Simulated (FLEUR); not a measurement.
# Energy against fixed total spin moment in CuAu-type FePt: all-electron LDA at the measured cell

In CuAu-type FePt, layers of iron alternate with layers of platinum. Iron brings a partly filled 3d shell with strong exchange, while platinum brings a broad, nearly full 5d band that is easily polarised by its iron neighbours. The ordered alloy is a material for magnetic recording and permanent magnets, where both the size of the moment and its resistance to reversal matter. Only the size is studied here. The question is how the energy changes as the total spin moment is forced up from zero, and where the moment settles when it is released. Energies are in meV per cell of one Fe and one Pt atom, measured from the run without spin polarisation in the same cell. A negative value means that the polarised state is lower.

## How the numbers were made

FePt (CuAu type): the measured cell (COD); 2 atoms in the cell, atoms and cell held. FLEUR MaX-R8.1, all-electron FLAPW in bulk geometry, scalar-relativistic valence, LDA (VWN), basis cutoff 3.6 1/bohr, density cutoff 10.8 1/bohr, Fermi-Dirac smearing of 0.08 eV, muffin-tin radii Fe 2.47, Pt 2.47 bohr. Local moments are those inside the muffin-tin spheres. Collinear spins without spin-orbit coupling, 10x10x10 k-points. The total moment is held by two Fermi energies, one for each spin; the row marked free is the unconstrained run, and the row at M = 0 is the run without spin polarisation.

Notes on method and selection:

- Each run ends in the state reached from its start (the fixed-moment runs continue from an earlier run), which may not be the lowest.
- A uniform moment does not probe antiparallel order, which can lie lower.
- At small fixed moments unlike atoms can carry local moments of opposite sign, so the curve need not run smoothly into the unpolarised point.
- Stoner picture: E = M^2 (1/(2N) - I/4) for small M, with N the density of states of both spins at the Fermi energy of the unpolarised run and I the Stoner parameter of the cell.
- A blank cell means that the quantity does not apply to the row, or that its run was not made or gave no value that passed the checks named.
- Curves that are not smooth, that do not rise at the largest moment or whose runs differ in settings are not tabled.
- Runs that did not converge, have known faults or may not be shown are not listed, and runs on Ansatz's PAW sets soft_1 and soft_2 are kept to separate tables.

Columns:

- fixed moment (μB/cell): total spin moment of the cell, held fixed.
- energy from unpolarised (meV/cell): free energy of the cell less that of the run without spin polarisation.
- Fe moment (μB): largest spin moment inside a Fe sphere, signed along the total.

## Data

| member | fixed moment (μB/cell) | energy from unpolarised (meV/cell) | Fe moment (μB) |
| --- | --- | --- | --- |
| M = 0 muB | 0.000 | 0.0 | – |
| M = 0.734 muB | 0.734 | −37.3 | 0.742 |
| M = 1.47 muB | 1.468 | −151.1 | 1.479 |
| M = 2.2 muB | 2.203 | −333.5 | 2.155 |
| M = 2.94 muB | 2.937 | −506.6 | 2.702 |
| M = 3.26 muB, free | 3.263 | −538.1 | 2.906 |
| M = 3.67 muB | 3.671 | −458.9 | 3.140 |
| M = 4.41 muB | 4.405 | 147.2 | 3.484 |

## Why the values move as they do

The energy falls from row to row up to the unconstrained run, which settles at 3.263 μB per cell, 538.1 meV below the unpolarised state. It is higher again in the two rows beyond, and at 4.405 μB it lies 147.2 meV above the unpolarised state.

The initial fall follows the Stoner picture, E = M² (1/(2N) − I/4), where N is the density of states of both spins at the Fermi energy and I the Stoner parameter. Exchange lowers the energy as M², and moving electrons from one spin band to the other raises it as M². Dividing each energy by M² shows how far this form holds. In meV/μB², the first three polarised rows give −37.3 / 0.734² = −69.2, −151.1 / 1.468² = −70.1 and −333.5 / 2.203² = −68.7, which is nearly constant. Exchange therefore wins, with I/4 larger than 1/(2N) by about 0.07 eV/μB². The next four rows give −506.6 / 2.937² = −58.7, −538.1 / 3.263² = −50.5, −458.9 / 3.671² = −34.1 and 147.2 / 4.405² = 7.6, so the cost of transferring electrons grows faster than M² at larger moments.

The likely reason is band filling. Once the majority 3d states of iron are almost full, further majority electrons must enter states higher in energy, where the density of states is low, while minority electrons are taken from ever deeper levels.

The Fe moment fits this account. Between 0.734 and 1.468 μB the Fe sphere takes up the whole increase: its moment grows by 1.479 − 0.742 = 0.737 μB, and 0.737 / 0.734 = 1.00. Between 3.671 and 4.405 μB it takes up less than half: its moment grows by 3.484 − 3.140 = 0.344 μB, and 0.344 / 0.734 = 0.47. The rest appears in the Pt sphere and the region between the spheres, which together hold 3.263 − 2.906 = 0.357 μB in the unconstrained run and 4.405 − 3.484 = 0.921 μB in the last row.

## Departures from the trend

The row at 4.405 μB departs most from the initial M² behaviour and is the only polarised row above the unpolarised state. It lies 147.2 + 538.1 = 685.3 meV above the unconstrained run. The row at 3.671 μB shows an earlier stage of the same departure, which fits a majority 3d band with little room left.

The two smallest fixed moments are unusual in a different way. Their energies follow M² well, but the Fe sphere holds slightly more than the total moment: 0.742 against 0.734 μB, and 1.479 against 1.468 μB. The Pt sphere and the region between the spheres must then sum to −0.008 and −0.011 μB. The Pt moment, which has no column of its own, is parallel to that of Fe in every polarised run. The region between the spheres must therefore be antiparallel in these two runs and slightly outweigh it.

## Problems

**Is it easier to reduce the moment or to increase it?**

The row below the unconstrained run is 3.263 − 2.937 = 0.326 μB away and costs 538.1 − 506.6 = 31.5 meV. The row above is 3.671 − 3.263 = 0.408 μB away and costs 538.1 − 458.9 = 79.2 meV. Dividing by the square of the step allows for the unequal distances: 31.5 / 0.326² = 296 and 79.2 / 0.408² = 476 meV/μB². For steps of this size, an increase is about 1.6 times as costly as a reduction.

**Could a laboratory magnet push the moment up to 3.671 μB?**

A moment of 1 μB along a field gains about 0.058 meV per tesla, so a field of 10 T lowers the energy by roughly 0.6 meV for each μB. Over the step of 0.408 μB the gain is about 0.6 × 0.408 = 0.2 meV, against a cost of 79.2 meV. The field falls short by a factor of several hundred. It can turn the moments, but it hardly changes their size.

**How far apart are the two Fermi energies at large moment?**

Moving one electron from minority to majority spin changes the moment by 2 μB, so the separation is twice the slope of energy against moment. Between the last two rows the mean slope is (147.2 + 458.9) / 0.734 = 826 meV/μB. The mean separation is 2 × 826 = 1652 meV, or about 1.7 eV, with the majority Fermi energy the higher of the two. In the unconstrained run it is zero.

## Closing remarks

For this cell the M² law describes the rows up to 2.203 μB, and beyond them band filling is the likely limit on the moment. Smoothness and a rise at the largest moment were conditions for tabling a curve, so neither should be taken as general behaviour.

The gain of 538.1 meV is not a measure of the Curie temperature, because local moments survive in disordered directions above it. Letting the cell relax would probably reduce the gain, since the unpolarised state favours a smaller volume. A gradient-corrected functional would usually increase it and raise the moment slightly. Spin-orbit coupling would add a small orbital moment parallel to the spin and is needed for the magnetic anisotropy. Antiparallel order between Fe atoms is not probed and could lie lower at this level of theory.
